## Gapless plasma modes of thin superconducting wires and films

In a bulk superconductor a charge-density oscillation costs the plasma energy, far above the gap $2\Delta$. In a thin film or wire the electric field of the oscillating charge spreads into the surrounding insulator. The restoring force then vanishes at long wavelength, and a mode with $\omega\to0$ survives below the gap. Its inertia is the kinetic inductance of the condensate.

### 1. Premises and conventions

Fields vary as $e^{i(qx-\omega t)}$ for films and $e^{i(kx-\omega t)}$ for wires. The electron charge is $-e$, all media are non-magnetic, $\varepsilon_1,\varepsilon_2$ are relative permittivities, and $\varepsilon$ without index is an absolute permittivity.

**(a) Rigid amplitude, linear response.** For $T\ll T_c$, $\hbar\omega\ll2\Delta$ and small currents, only the phase $\theta$ of the order parameter moves. For pairs of charge $-2e$,
$$\mathbf J=-\frac{1}{\mu_0\lambda^2}\Big(\mathbf A+\frac{\hbar}{2e}\nabla\theta\Big),\qquad \hbar\,\partial_t\theta=2e\tilde\phi ,$$
where $\tilde\phi=\phi-\delta\mu/e$ is the electrochemical potential in volts. The shift $\delta\mu$ of the chemical potential is set to zero until Section 5. The time derivative of the first relation, with the second inserted, is the first London equation,
$$\mu_0\lambda^2\,\partial_t\mathbf J=-\partial_t\mathbf A-\nabla\phi=\mathbf E. \tag{1}$$

**(b) Locality.** Pippard's relation (1953), with $\mathbf a=\mathbf A+\hbar\nabla\theta/2e$ and $\mathbf R=\mathbf r-\mathbf r'$, is
$$\mathbf J(\mathbf r)=-\frac{3}{4\pi\mu_0\lambda_L^2\xi_0}\int d^3r'\,\frac{\mathbf R\,(\mathbf R\cdot\mathbf a)}{R^4}e^{-R/\xi},\qquad \frac1\xi=\frac1{\xi_0}+\frac1\ell ,$$
with London depth $\lambda_L$, coherence length $\xi_0$ and mean free path $\ell$. If $\mathbf a$ varies little over $\xi$, the angular average $\langle R_iR_j\rangle/R^2=\delta_{ij}/3$ and $\int_0^\infty e^{-R/\xi}dR=\xi$ return the local relation with $\lambda^2=\lambda_L^2\xi_0/\xi$. This needs $\xi$ below the thickness; corrections in the wave number are of order $(q\xi)^2$. A dirty film has both a short $\xi$ and a long $\lambda$.

**(c) Uniform current.** A film has thickness $d\ll\lambda$ and $qd\ll1$. A wire of section $S$ is narrow compared with $1/k$ and does not screen its own magnetic field. Integrating (1) over the thickness or section gives, for the sheet current $\mathbf K$ and the total current $I$,
$$-i\omega L_s\mathbf K=\mathbf E_\parallel,\quad L_s=\frac{\mu_0\lambda^2}{d}=\frac{\mu_0\Lambda}{2};\qquad -i\omega L_kI=E_x,\quad L_k=\frac{\mu_0\lambda^2}{S}, \tag{2}$$
where $\Lambda=2\lambda^2/d$ is the length introduced by Pearl (1964).

**(d) Microscopic input.** In the dirty limit at $T=0$ the theory of Mattis and Bardeen (1958) gives, for $\hbar\omega<2\Delta$, a purely reactive conductivity $i\sigma_2$ with $\sigma_2/\sigma_n=(2\Delta/\hbar\omega)\,\mathsf E(m)$, where $m=(\hbar\omega/2\Delta)^2$ and $\mathsf E$ is the complete elliptic integral of the second kind. This result is quoted, not derived. With $\mathsf E=\frac\pi2(1-m/4-\dots)$ and $\sigma_2d=1/\omega L_s$,
$$L_s=\frac{\hbar R_n}{\pi\Delta}\Big(1+\frac m4+\dots\Big), \tag{3}$$
with $R_n=1/\sigma_nd$ the normal-state sheet resistance.

### 2. The quasistatic argument

Neglect $\partial_t\mathbf A$. Let $\rho$ be the charge per volume, area or length, $j$ the matching longitudinal current and $L=\mu_0\lambda^2$, $L_s$ or $L_k$. Continuity gives $\omega\rho=qj$. London's equation gives $-i\omega Lj=-iq\phi$. Electrostatics gives $\phi=\rho/C(q)$. Eliminating $j$ and $\phi$,
$$\omega^2=\frac{q^2}{L\,C(q)}. \tag{4}$$
In bulk, Poisson's equation gives $C=\varepsilon_0\varepsilon_bq^2$ with background permittivity $\varepsilon_b$, so $\omega=c/\lambda\sqrt{\varepsilon_b}$ for all $q$. This usually lies far above $2\Delta/\hbar$, where (1) no longer holds. For a sheet $C\propto q$, for a line $C\propto1/\ln(1/q)$, and with a gate $C$ is constant. In these three cases $\omega\to0$ as $q\to0$. The following sections find $C$ and the conditions for dropping $\partial_t\mathbf A$.

### 3. The film

The film lies at $z=0$, with medium 1 below and medium 2 above. A longitudinal current $K_x$ drives the transverse-magnetic set $H_y,E_x,E_z$. Bound solutions of the wave equation are $H_y=H_1e^{\kappa_1z}$ for $z<0$ and $H_2e^{-\kappa_2z}$ for $z>0$, with
$$\kappa_i^2=q^2-\varepsilon_i\omega^2/c^2>0 .$$
The $x$ component of $\nabla\times\mathbf H=-i\omega\varepsilon\mathbf E$ reads $\partial_zH_y=i\omega\varepsilon E_x$. Since $E_x$ is continuous, $H_1=i\omega\varepsilon_0\varepsilon_1E_x/\kappa_1$ and $H_2=-i\omega\varepsilon_0\varepsilon_2E_x/\kappa_2$. The jump condition $\hat{\mathbf z}\times(\mathbf H_2-\mathbf H_1)=\mathbf K$ gives $K_x=H_1-H_2$, and (2) gives $K_x=iE_x/\omega L_s$. With $1/\varepsilon_0L_s=2c^2/\Lambda$,
$$\frac{\varepsilon_1}{\kappa_1}+\frac{\varepsilon_2}{\kappa_2}=\frac{2c^2}{\Lambda\omega^2}. \tag{5}$$
At fixed $q$ the left side rises with $\omega$ and diverges at the light line of the denser medium, while the right side falls from infinity. There is exactly one root, and it lies below that light line. The same steps for a transverse current $K_y$ give $\kappa_1+\kappa_2=-2/\Lambda$, which has no solution; at $\omega=0$ the combination $2q+2/\Lambda$ is the kernel of Pearl's magnetic screening.

**Quasistatic limit.** Setting $\kappa_i=q$,
$$\omega^2=\frac{c^2q}{\varepsilon_r\Lambda},\qquad \varepsilon_r=\frac{\varepsilon_1+\varepsilon_2}{2}. \tag{6}$$
This is (4) with $C=\varepsilon_0(\varepsilon_1+\varepsilon_2)q$: the two half-spaces act as capacitors in parallel, each of depth $1/q$. The group velocity is half the phase velocity.

**Retardation.** Two cases close algebraically. For $\varepsilon_1=\varepsilon_2$, (5) reads $\varepsilon_1\omega^2/c^2=\kappa/\Lambda$, so $\kappa^2+\kappa/\Lambda=q^2$ and $\kappa\Lambda=\frac12[\sqrt{1+4q^2\Lambda^2}-1]$. For $\varepsilon_1\gg\varepsilon_2$ the second term of (5) drops, because $\kappa_2>\kappa_1$. Then $\varepsilon_1\omega^2/c^2=2\kappa_1/\Lambda$, so $\kappa_1^2+2\kappa_1/\Lambda=q^2$ and
$$\omega^2=\frac{2c^2}{\varepsilon_1\Lambda^2}\Big[\sqrt{1+q^2\Lambda^2}-1\Big]. \tag{7}$$
For $q\Lambda\gg1$ the two cases multiply $\omega^2$ of (6) by $1-1/2q\Lambda$ and $1-1/q\Lambda$. For $q\Lambda\ll1$, (7) tends to the light line $\omega=cq/\sqrt{\varepsilon_1}$. The condition $q\Lambda\gg1$ contains no overall scale of permittivity, because that scale slows light and the plasma mode alike. It states that the kinetic inductance $\mu_0\Lambda/2$ exceeds the magnetic inductance per square, which is of order $\mu_0/q$.

### 4. The wire

**Round wire in a uniform medium.** In the Lorenz gauge of the medium, $\phi$ and $A_x$ obey $(\nabla_\perp^2-\kappa^2)f=0$ outside the wire, with $\kappa^2=k^2-\varepsilon\mu_0\omega^2$. The decaying axial solution is the modified Bessel function $K_0(\kappa r)$. Since $-r\,\partial_rK_0(\kappa r)\to1$ for $\kappa r\ll1$, the flux conditions at the radius $r_0$ give
$$\phi=\frac{\rho_1}{2\pi\varepsilon}K_0(\kappa r_0),\qquad A_x=\frac{\mu_0I}{2\pi}K_0(\kappa r_0)$$
for a line charge $\rho_1$. Insert $E_x=-ik\phi+i\omega A_x$ and $\rho_1=kI/\omega$ in (2) and multiply by $i\omega/I$:
$$\omega^2L_k=\frac{(k^2-\varepsilon\mu_0\omega^2)\,K_0(\kappa r_0)}{2\pi\varepsilon}. \tag{8}$$
With $C=2\pi\varepsilon/K_0$ and $L_g=\mu_0K_0/2\pi$ this is $\omega^2=k^2/[C(L_k+L_g)]$, a transmission line. When $L_k\gg L_g$, that is $2\pi\lambda^2/S\gg K_0$, one has $\kappa\approx k$. The small-argument form $K_0(x)\approx\ln(2e^{-\gamma}/x)$, with Euler's constant $\gamma$ and $2e^{-\gamma}=1.123$, gives
$$\omega^2=k^2\,\frac{S\,\mathcal L}{2\pi\varepsilon\mu_0\lambda^2},\qquad \mathcal L=\ln\frac{2e^{-\gamma}}{kr_0}\approx\ln\frac1{kr_0}. \tag{9}$$
This is the mode of Mooij and Schön (1985). The logarithm stands in the numerator and $\varepsilon$ in the denominator: charges up to a distance $1/k$ add to the potential and stiffen the mode, and a polarizable medium softens it. The group velocity is $(\omega/k)(1-1/2\mathcal L)$.

A second route confirms the coefficient. By (1) the wire is a medium of permittivity $\varepsilon_s=\varepsilon_0\varepsilon_b-1/\mu_0\lambda^2\omega^2$. Laplace's equation has $\phi\propto I_0(kr)$ inside and $K_0(kr)$ outside. Continuity of $\phi$ and $D_r$ requires $\varepsilon_sI_1/I_0=-\varepsilon K_1/K_0$ at $kr_0$. Without the $\varepsilon_b$ term, $\omega^2=I_1K_0/(\varepsilon\mu_0\lambda^2I_0K_1)$. For $x=kr_0\ll1$, $I_1/I_0\to x/2$ and $K_1\to1/x$, which is (9) with $S=\pi r_0^2$. Keeping $\varepsilon_b$ multiplies $1/L$ by $1-\omega^2/\omega_b^2$, with $\omega_b=c/\lambda\sqrt{\varepsilon_b}$, for wire and film alike.

**Flat strip on a substrate.** Take a strip of width $w\gg d$ on the interface, so $S=wd$ and $L_k=L_s/w$. A sheet charge with wave vector $(k,p)$ and $Q=\sqrt{k^2+p^2}$ has the capacitance $\varepsilon_0(\varepsilon_1+\varepsilon_2)Q$ found in Section 3. Since $\int\frac{dp}{2\pi}e^{ipy}/Q=K_0(k|y|)/\pi$, a line charge on the interface produces $\phi=\rho_1K_0(k|y|)/2\pi\varepsilon_0\varepsilon_r$. The mean permittivity enters again, $\varepsilon=\varepsilon_0\varepsilon_r$.

The charge profile follows from (2). A transverse current $K_y\sim\omega\rho_1$ redistributes the charge and needs a voltage $\delta\phi\sim\omega^2L_s\rho_1w$. By (9) this is a fraction $(kw)^2$ of $\phi$. The strip is thus an equipotential across its width, and $K_x$ is uniform. For the logarithmic kernel the profile $\sigma(y)=\rho_1/\pi\sqrt{a^2-y^2}$, $a=w/2$, is the equipotential one: with $y'=a\cos\vartheta$,
$$\frac1\pi\int_0^\pi\ln|y-a\cos\vartheta|\,d\vartheta=\ln\frac a2\qquad(|y|\le a).$$
Hence (9) holds with $r_0=w/4$. The logarithm collects distances between $r_0$ and $1/k$, where the fields are those of two-dimensional statics, so $L_g=\mu_0\mathcal L/2\pi$ also carries over to logarithmic accuracy. The condition $L_k\gg L_g$ becomes $w\mathcal L\ll\pi\Lambda$, which also secures premise (c).

### 5. Gates and interfacial layers

Define $Y=H_y/i\omega\varepsilon_0E_x$ below the film. It is continuous across current-free interfaces, equals $\varepsilon_1/\kappa_1$ for a half-space, and its value at $z=0^-$ replaces the first term of (5). Insert a layer of thickness $t$ and permittivity $\varepsilon_t$ above a medium that presents $Y_1$. In the layer $H_y=\alpha\cosh\kappa_t(z+t)+\beta\sinh\kappa_t(z+t)$ and $i\omega\varepsilon_0E_x=\partial_zH_y/\varepsilon_t$. At $z=-t$ this gives $\alpha/\beta=Y_1/Y_t$ with $Y_t=\varepsilon_t/\kappa_t$, and at $z=0$
$$Y=Y_t\,\frac{Y_1+Y_t\tanh\kappa_tt}{Y_t+Y_1\tanh\kappa_tt}. \tag{10}$$

**Gated film.** A perfect conductor has $E_x=0$, so $Y_1\to\infty$. For a gate at depth $D$ under medium 1, (10) gives $Y=(\varepsilon_1/\kappa_1)\coth\kappa_1D$. Quasistatically $C=\varepsilon_0q(\varepsilon_1\coth qD+\varepsilon_2)$. For $qD\ll1$ and $qD\ll\varepsilon_1/\varepsilon_2$ it tends to the parallel-plate value $\varepsilon_0\varepsilon_1/D$. With retardation, $1/Y=\kappa_1^2D/\varepsilon_1$ and (5) gives $\omega^2=(2D/\Lambda)(c^2q^2/\varepsilon_1-\omega^2)$, or
$$\omega=vq,\qquad v^2=\frac{c^2}{\varepsilon_1}\,\frac{D}{D+\Lambda/2}. \tag{11}$$
This is $1/LC$ with $L=\mu_0(D+\Lambda/2)$ per square. A thick superconducting gate adds its inductance $\mu_0\lambda_g$, so $\lambda_g$ joins the denominator. The result is the mode of Swihart (1961) in the thin-film limit. It is a slow plasma mode only for $D\ll\Lambda$, where $v^2=2c^2D/\varepsilon_1\Lambda$.

**Gated wire.** In a uniform medium a gate at distance $D\gg r_0$ adds an image of opposite sign at $2D$, so $K_0(kr_0)\to K_0(kr_0)-K_0(2kD)\to\ln(2D/r_0)$ for $kD\ll1$. For a strip on a substrate with $\varepsilon_1\gg\varepsilon_2$ and $D\gg w$, the kernel $1/Q$ becomes $\tanh(QD)/Q$, and $\mathcal L$ gains $\int_0^\infty dp\,(\tanh QD-1)/Q$. For $kD\ll1$ and a cutoff $P\gg1/D$, use $\int_0^Pdp/Q=\ln(2P/k)$ and $\int_0^Pdp\,\tanh(pD)/p=\ln(4e^\gamma PD/\pi)$. The gain is $\ln(2e^\gamma kD/\pi)$, and
$$\mathcal L\to\ln\frac{4D}{\pi r_0}. \tag{12}$$
In both cases $k$ leaves the logarithm and (9) becomes linear.

**Interfacial layer.** On a substrate of very large permittivity a layer of atomic thickness matters. For $\kappa_tt\ll1$, $\varepsilon_t\kappa_1t\ll\varepsilon_1$ and $\kappa_t\approx q$, (10) gives $1/Y=\kappa_1/\varepsilon_1+q^2t^*$ with $t^*=t/\varepsilon_t$, a series capacitance $\varepsilon_0/t^*$ per area. The term $\delta\mu$ dropped in Section 1 has the same form. The charge $\sigma$ sits in a Thomas–Fermi layer of depth $1/k_{TF}$, across which $\phi$ changes by $\sigma/\varepsilon_0k_{TF}$ while $\tilde\phi$ stays constant. The potential that drives the current exceeds the one seen by the dielectric by this amount, so $1/k_{TF}$ adds to $t^*$. With $b=\varepsilon_1t^*$ and $\varepsilon_2$ dropped, (5) reads $q^2-\kappa_1^2=(2/\Lambda)(\kappa_1+q^2b)$, and
$$\omega^2=\frac{2c^2}{\varepsilon_1\Lambda}\,(\kappa_1+q^2b),\qquad \kappa_1\Lambda=\sqrt{1+q^2\Lambda^2(1-2b/\Lambda)}-1. \tag{13}$$
For $qb\gg1$ the substrate itself acts as a gate and $v^2=2c^2t^*/\Lambda$. The $\sqrt q$ law holds in the window $1/\Lambda\ll q\ll1/b$. In (11) the numerator $D$ becomes $D+b$.

For the strip the layer adds to $1/C$. At fixed $\rho_1$ the equipotential profile minimizes the energy, which is a sum of a substrate term and a layer term. The layer term alone is least for a uniform profile, where it contributes $t^*/\varepsilon_0w$ to $1/C$. The sum of the separate minima is a lower bound,
$$\mathcal L\to\mathcal L+\pi(\varepsilon_1+\varepsilon_2)\,t^*/w. \tag{14}$$
The uniform profile in both terms is an upper bound. The mean of $\ln|y-y'|$ over a segment is $\ln w-\frac32$, so that profile has $r_0=we^{-3/2}=0.223\,w$, and the bound exceeds (14) by $\frac32-\ln4=0.11$.

### 6. Damping and range of validity

Let quasiparticles add a real part $\sigma_1$, so that the sheet conductance is $\sigma_1d+i/\omega L_s$. The steps that led to (4) now give $\omega^2+i\Gamma\omega-\omega_0^2=0$ with $\Gamma=\omega_0^2L_s\sigma_1d=\omega_0\sigma_1/\sigma_2$, where $\omega_0$ is the undamped frequency. A loss tangent enters as $\varepsilon_r\to\varepsilon_r(1+i\tan\delta)$ and gives $\operatorname{Im}\omega=-\frac12\omega_0\tan\delta$. To first order the quality factor obeys $1/\mathcal Q=\sigma_1/\sigma_2+\tan\delta$.

The results hold under these conditions.

1. **Frequency.** $\hbar\omega\ll2\Delta$, with relative correction $m/4$ to $L_s$; $\omega\ll\omega_b$; and $\omega$ well below the lowest polar phonon $\omega_{TO}$ of the substrate, since one oscillator raises $\varepsilon_1$ by the fraction $(\omega/\omega_{TO})^2$.
2. **Temperature.** $\sigma_1\ll\sigma_2$, which requires $T$ well below $T_c$. Close to $T_c$ the normal fluid screens the charge and damps the mode.
3. **Geometry.** $q\xi\ll1$, $qd\ll1$, $d\ll\lambda$. For a field on one side, finite thickness replaces $qd$ by $\tanh qd$ and $\lambda/d$ by $\coth(d/\lambda)$, with corrections $(qd)^2/3$ and $(d/\lambda)^2/3$. A strip follows (9) for $kw\ll1$ and (6) for $kw\gg1$.
4. **Kinetic dominance.** $q\Lambda\gg1$ for (6), $L_k\gg L_g$ for (9), $D\ll\Lambda$ for a slow gated mode.
5. **Interface and substrate.** $qb\ll1$ for (6), $\pi(\varepsilon_1+\varepsilon_2)t^*/w\ll\mathcal L$ for (9), and an insulating, linear, isotropic substrate much thicker than $1/\kappa_1$.
6. **Small phase fluctuations.** The stiffness $(\hbar/2e)^2/L_s$ must exceed $k_BT$ by far, so that no free vortices exist. The wave impedance $L_k\omega/k$ of a wire must be small against $h/4e^2=6.45$ k$\Omega$, so that quantum phase slips do not proliferate.

### 7. Illustration: granular aluminium on SrTiO$_3$

This is the system in which Buisson, Xavier and Richard (1994) reported propagating film modes. The numbers below belong to a model with assumed inputs. Intermediate values are carried unrounded.

Assumed inputs, each typical of its class: normal resistivity $1.0\times10^{-5}\ \Omega$ m, $d=20$ nm, $\Delta=0.30$ meV (for $T_c$ near 2 K), $\xi\le10$ nm, $\varepsilon_1=2.0\times10^4$ for SrTiO$_3$ at liquid-helium temperature, $\omega_{TO}/2\pi=0.25$ THz, substrate thickness 0.5 mm, strip width 2 $\mu$m, and vacuum above. The compiled static dielectric constant of 310 (Hong 2013) refers to room temperature and does not apply where the film superconducts. For the interface, $t^*=0.1$ nm is assumed, the size that a typical $1/k_{TF}=0.05$ nm and an assumed 0.5 nm of oxide with a typical $\varepsilon_t=9$ give together.

Then $R_n=500\ \Omega$, $L_s=0.349$ nH, $\Lambda=556\ \mu$m, $\lambda=2.36\ \mu$m, $\varepsilon_r=1.0\times10^4$, $b=2.0\ \mu$m, $c/\sqrt{\varepsilon_1}=2.12\times10^6$ m/s and $2\Delta/h=145$ GHz. The bulk frequency $c/2\pi\lambda$ for $\varepsilon_b=1$ would be 20 THz. The stiffness is 22 K in temperature units. For the film, with $f=\omega/2\pi$ in GHz:

| $2\pi/q$ ($\mu$m) | $q\Lambda$ | $qb$ | $f$, Eq. (6) | $f$, Eq. (7) | $f$, Eq. (13) |
|---|---|---|---|---|---|
| 1000 | 3.49 | 0.0126 | 1.60 | 1.39 | 1.40 |
| 100 | 34.9 | 0.126 | 5.07 | 5.00 | 5.31 |
| 10 | 349 | 1.26 | 16.0 | 16.0 | 24.1 |

Equation (6) is accurate to about 5% in the middle row. In the first row retardation lowers the frequency by 13%, and the rear face of the substrate changes $Y$ by about $2e^{-2\kappa_1D}=0.02$. In the last row the interfacial layer raises the frequency by 50%, so the neglected term equals the one kept; the crossover wavelength is $2\pi b=13\ \mu$m. The third figure serves only to compare columns. At 24.1 GHz, $m/4=0.7\%$ and $(\omega/\omega_{TO})^2=0.9\%$, and the geometric corrections stay below $10^{-4}$. In a granular film $\omega_b$ is the plasma frequency of the intergrain junctions. If it were as low as an assumed 100 GHz, $\omega^2$ would fall by about 6% in the last row.

The substrate is what keeps the mode below the gap. At 100 $\mu$m wavelength (6) gives 41 GHz for $\varepsilon_1=310$ ($\varepsilon_r=155.5$). On silicon, with a typical $\varepsilon_1=11.7$ ($\varepsilon_r=6.35$), it gives 201 GHz, which is above $2\Delta/h$ and outside the theory.

For the strip, $r_0=0.5\ \mu$m and $L_k=175\ \mu$H/m. The layer term in (14) is 3.14.

| $2\pi/k$ ($\mu$m) | $\mathcal L$ | $\omega/k$ ($10^5$ m/s), Eq. (9) | $f$ (GHz), Eq. (9) | $f$ (GHz), with (14) |
|---|---|---|---|---|
| 1000 | 5.88 | 2.46 | 0.246 | 0.30 |
| 100 | 3.58 | 1.92 | 1.92 | 2.6 |

At 1 mm, $L_g/L_k=0.7\%$ and the impedance is 43 $\Omega$, so conditions 4 and 6 hold. Condition 5 does not: the assumed layer raises the frequency by 24% at 1 mm and 37% at 100 $\mu$m, and the last column is the consistent one.

Metallizing the rear face, $D=0.5$ mm, makes both modes linear for wavelengths well above $2\pi D=3.1$ mm. For the film $D\approx\Lambda$, and (11) gives $1.70\times10^6$ m/s, which is 80% of the light velocity in the substrate. For the strip (12) gives $\mathcal L=7.15$ and $v=2.7\times10^5$ m/s, or $3.3\times10^5$ m/s with the layer.

These values are the model's, not those of a particular sample. Away from the retarded regime all frequencies scale as $L_s^{-1/2}$, and the substrate-dominated ones as $\varepsilon_1^{-1/2}$. The model has $L_s/R_n=0.70$ pH/$\Omega$. Granular aluminium typically shows up to about 1 pH/$\Omega$, which would put the model frequencies high by up to 20%. The low-temperature permittivity of SrTiO$_3$ typically spans $1$ to $4\times10^4$ with domain state and strain, which moves the frequencies by a factor $\sqrt2$ either way, and a static bias on a gate lowers it further. The least certain input is $t^*$, and it controls the film at short wavelength and the narrow strip at all wavelengths.